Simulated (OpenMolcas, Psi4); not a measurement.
Si2NH5F (SMILES F[SiH2]N[SiH2]): the vertical energy of the quartet above the doublet, rung by rung

The species is Si2NH5F (9 atoms), meant as a doublet with charge 0. As SMILES, `F[SiH2]N[SiH2]`. The shape is that of a PBE0-D4/def2-TZVP optimisation. This is one conformer, not always the lowest.

Each level gives the vertical energy of the quartet above the doublet (eV). The values are calculated.

| level | kind | program | value (eV) | less CCSD(T)/6-31G* | CPU time (all runs) |
| --- | --- | --- | --- | --- | --- |
| UHF/6-31G* (spherical functions) | Hartree–Fock | OpenMolcas | 6.71 | -0.56 | 15 s |
| USVWN5/6-31G* (spherical functions) | LDA | OpenMolcas | 6.80 | -0.47 | 60 s |
| U-revPBE/6-31G* (spherical functions) | GGA | OpenMolcas | 6.75 | -0.52 | 92 s |
| UBLYP/6-31G* (spherical functions) | GGA | OpenMolcas | 6.82 | -0.45 | 93 s |
| U-r2SCAN/6-31G* (spherical functions) | meta-GGA | OpenMolcas | 6.86 | -0.41 | 2 min |
| UM06-2X/6-31G* (spherical functions) | hybrid meta-GGA | OpenMolcas | 7.22 | -0.05 | 1.9 min |
| U-wB97X-V/6-31G* (spherical functions) | range-separated hybrid | Psi4 | 7.50 | +0.23 | 9.3 min |
| UOMP2/6-31G* (density fitting for correlation, spherical functions) | perturbation theory | Psi4 | 7.47 | +0.20 | 91 s |
| ROCCSD(T)/6-31G* (spherical functions) | coupled cluster or CI | OpenMolcas | 7.27 | 0.00 | 60 s |

ROCCSD(T)/6-31G* (spherical functions) is the highest level here, not the true value. The values span 6.71 to 7.50 eV. CPU times are rough (shared hosts, several kinds of processor): they show what a rung costs within a factor of a few.

Every level places the quartet far above the doublet, as expected for a silyl-type radical with an otherwise saturated framework. The doublet needs only the one unpaired electron, largely on the three-coordinate silicon, whereas the quartet must also break an electron pair. With no low-lying π* orbital available, the promoted electron has to enter a σ* or diffuse orbital, probably from the nitrogen lone pair or a σ bond.

Hartree–Fock gives the smallest gap, probably because it omits the opposite-spin correlation that favours the doublet with its extra pair. The LDA, GGA and meta-GGA values also fall below coupled cluster, while UM06-2X comes close at 7.22 eV and U-wB97X-V and UOMP2 overshoot. Accuracy therefore doesn't simply follow cost or formal rank, and the close UM06-2X match for a single gap may be fortuitous. Agreement with coupled cluster in this basis doesn't establish the absolute gap, since diffuse functions could lower the quartet appreciably if it has Rydberg character.
